Around this positively charged oxygen vacancy in HfO₂, distance is a good guide to the hyperfine coupling of the nearby oxygens and a poor one elsewhere. The oxygen O22 couples about 25 times more strongly than its distance suggests, because far more spin sits on it. The hafnium Hf6 couples about five times too weakly although it carries plenty of spin, most likely because that spin is of the wrong kind.

Ansatz 0.2.0, spin-polarised plane-wave DFT with r2SCAN, default PAW datasets and responding cores, scalar-relativistic, 500 eV cutoff, 3×3×3 k-point mesh. The system is HfO₂ with one O vacancy, charge +1 (23-atom supercell, one unpaired electron), held at relaxed positions. The hyperfine constant A, defined by H = A I·S, comes from the contact spin density alone.

```csv
atom,distance from the defect (Å),site moment (muB),mass number,isotropic hyperfine constant (MHz)
Hf1,2.13,0.04,177,94.8
Hf3,2.22,0.03,177,45.7
Hf7,2.28,0.02,177,45.6
Hf6,2.30,0.03,177,9.6
O13,2.42,0.03,17,-19.1
O19,2.44,0.03,17,-16.5
O14,2.56,0.02,17,-11.2
O15,2.57,0.01,17,-8.5
O12,2.66,0.01,17,-6.5
O23,2.85,0.01,17,-5.7
O21,2.89,0.01,17,-3.4
O18,3.05,0.00,17,-1.3
O20,3.20,0.00,17,-1.3
O17,3.56,0.00,17,-0.9
O22,3.59,0.01,17,-7.1
Hf4,3.82,0.00,177,6.2
```

**Why the coupling normally fades**

Removing an oxygen atom leaves a hole lined by positive hafnium ions, and in this charge state one unpaired electron remains. Less than a third of its spin lies inside the regions assigned to atoms. That fits an electron centred in the empty site, though the sum alone can't show where the rest sits. In this simple picture, the neighbours feel only the tail of its density.

The isotropic hyperfine constant A measures the spin density exactly at a nucleus. Close to a nucleus the tail is strongly enhanced, by a factor that depends on the element, and A also depends on the magnetic moment of the nucleus itself, so oxygen and hafnium values can't be compared directly. The negative A on oxygen reflects the negative magnetic moment of the ¹⁷O nucleus, not reversed spin.

If the tail decays exponentially, the logarithm of |A| falls on a straight line against the distance r from the defect. I fitted this line to the nine oxygens that lie within half the shortest cell edge, since beyond that a periodic copy of the vacancy can be equally near. |A| drops by about 30% for every 0.1 Å, and the line is typically good to 20–25% of the value. The slope is only a yardstick, not the decay rate of a free electron tail, because the direction and bonding of each site can affect its coupling too.

**O22: too much spin**

O22 was not part of the fit, so it can be used as a test:

ln|A| = 11.38 − 3.522 × 3.59 = −1.26, so |A| ≈ 0.28 MHz.

The calculation gives 7.1 MHz. O17, at almost the same distance, has only 0.9 MHz, so distance from the vacancy can't be what singles O22 out.

The site moment, which is the spin found in the region around an atom, shows where the break arises. The nine fitted oxygens have 450–750 MHz of |A| per μB of moment, and O22 has about 530, well within that range. Its nucleus therefore responds normally to the spin around it. There is simply about 18 times more of that spin than on O17.

The small supercell is an obvious suspect, but simple overlap is not enough. At most two vacancies can be as close as 3.59 Å to one site in this cell. If their tails add in phase, the amplitude doubles and the density rises fourfold, which brings the smooth estimate to only 1.1 MHz. A more likely cause, though untested here, is that the defect orbital is not round: it mixes with hafnium orbitals and reaches selected oxygens through Hf–O bonds. O22 is not alone in this. O16, an oxygen too far out for the table, has an even larger site moment, about 0.020 μB against 0.014 μB. Nearby copies of the vacancy may add to the mixing, and semilocal functionals, which spread defect states too far, may exaggerate it. The distant hafnium Hf4 also lies about 25 times above its distance-only estimate (the oxygen decay, started from Hf1), with an A per unit of moment similar to that of Hf1, but its small values and the long extrapolation make it weaker evidence.

**Hf6: the wrong kind of spin**

Hf6 breaks the pattern in the opposite way. It lies only 0.02 Å farther out than Hf7 and has the larger site moment, yet its A is 9.6 MHz against 45.6 MHz. Per unit of moment, its nucleus feels 6.5 times less. Here the amount of spin can't be the explanation. Small contact densities can be uncertain by about their own size, but even a doubled A would leave Hf6 well below Hf7.

A likely explanation is the type of orbital that holds the spin. An s orbital has density at the nucleus and couples directly, whereas a d orbital vanishes there. Spin in a d orbital reaches the contact term mainly by slightly polarising the inner s shells, usually with the opposite sign. A hafnium with more d and less s character can thus have a large moment and a small A. This is the probable state of Hf6, though its orbital make-up was not computed. Semilocal functionals underestimate core polarisation, so if this reading is right, correcting that error alone would probably lower the A of Hf6 further. Other errors remain: the atoms were held at positions relaxed beforehand, where clear forces still act on the four nearest hafniums, and spin-orbit coupling is left out, so all four constants may shift.

**What to do with this**

Hyperfine patterns help to identify defects with unpaired electrons. For this vacancy, the calculation speaks against searching for four equivalent hafnium neighbours: their constants run from 9.6 to 94.8 MHz while their distances differ by less than 0.2 Å. Nor should a sizeable oxygen coupling be assigned automatically to the nearest shell.

When a site breaks the distance rule, compare its A per unit of moment with that of other atoms of the same element. A normal ratio means that the spin distribution is unusual; an abnormal one points to the orbital that holds the spin, provided that A and the moment aren't tiny, as they are for O17. The analysis printed below gives this ratio for every site. For O22 the open question is how much of its spin would survive in a larger cell and with a functional that localises the defect electron better.

The analysis program printed:

```
fit of lnA on 9 rows (near): constant 11.38 +/- 0.84, coefficient of r -3.522 +/- 0.3; rms 0.208, worst O23 -0.395, leave-one-out rms 0.27
  rows outside the fit (model, value, miss): Hf1 3.882, 4.552, -0.67; Hf3 3.565, 3.822, -0.257; Hf7 3.353, 3.82, -0.467; Hf6 3.283, 2.262, 1.02; O17 -1.155, -0.1054, -1.05; O22 -1.26, 1.96, -3.22; Hf4 -2.07, 1.825, -3.89
Distance-only model and contact per moment:
  row  expected size of A in MHz  computed over expected  size of A per site moment in MHz per muB
  Hf1                       94.8                       1                                      2376
  Hf3                      69.05                  0.6619                                      1359
  Hf7                       55.9                  0.8158                                      2389
  Hf6                      52.09                  0.1843                                     366.1
  O13                      17.47                   1.094                                     747.5
  O19                      16.28                   1.014                                     499.4
  O14                      10.67                    1.05                                     730.3
  O15                       10.3                  0.8254                                     574.6
  O12                      7.501                  0.8666                                     583.1
  O23                      3.841                   1.484                                     481.4
  O21                      3.337                   1.019                                     459.4
  O18                      1.899                  0.6845                                     452.2
  O20                       1.12                   1.161                                       738
  O17                     0.3151                   2.856                                      1191
  O22                     0.2835                   25.04                                     525.5
  Hf4                     0.2465                   25.15                                      2857
Fall of oxygen A per 0.1 angstrom in percent: 29.69
Binding energy a free exponential tail of this slope would need in eV: 11.81
O22 upper bound from two vacancies in phase with the smooth tail in MHz: 1.134
O22 size of A expected from its site moment in MHz: 7.752
Smallest A per moment among the near oxygens in MHz per muB: 452.2
Largest A per moment among the near oxygens in MHz per muB: 747.5
Site moment of O22 over that of O17: 17.87
A of Hf7 over A of Hf6: 4.75
A per moment of Hf7 over that of Hf6: 6.525
Share of the one unpaired spin inside all site regions in percent: 28.83
```
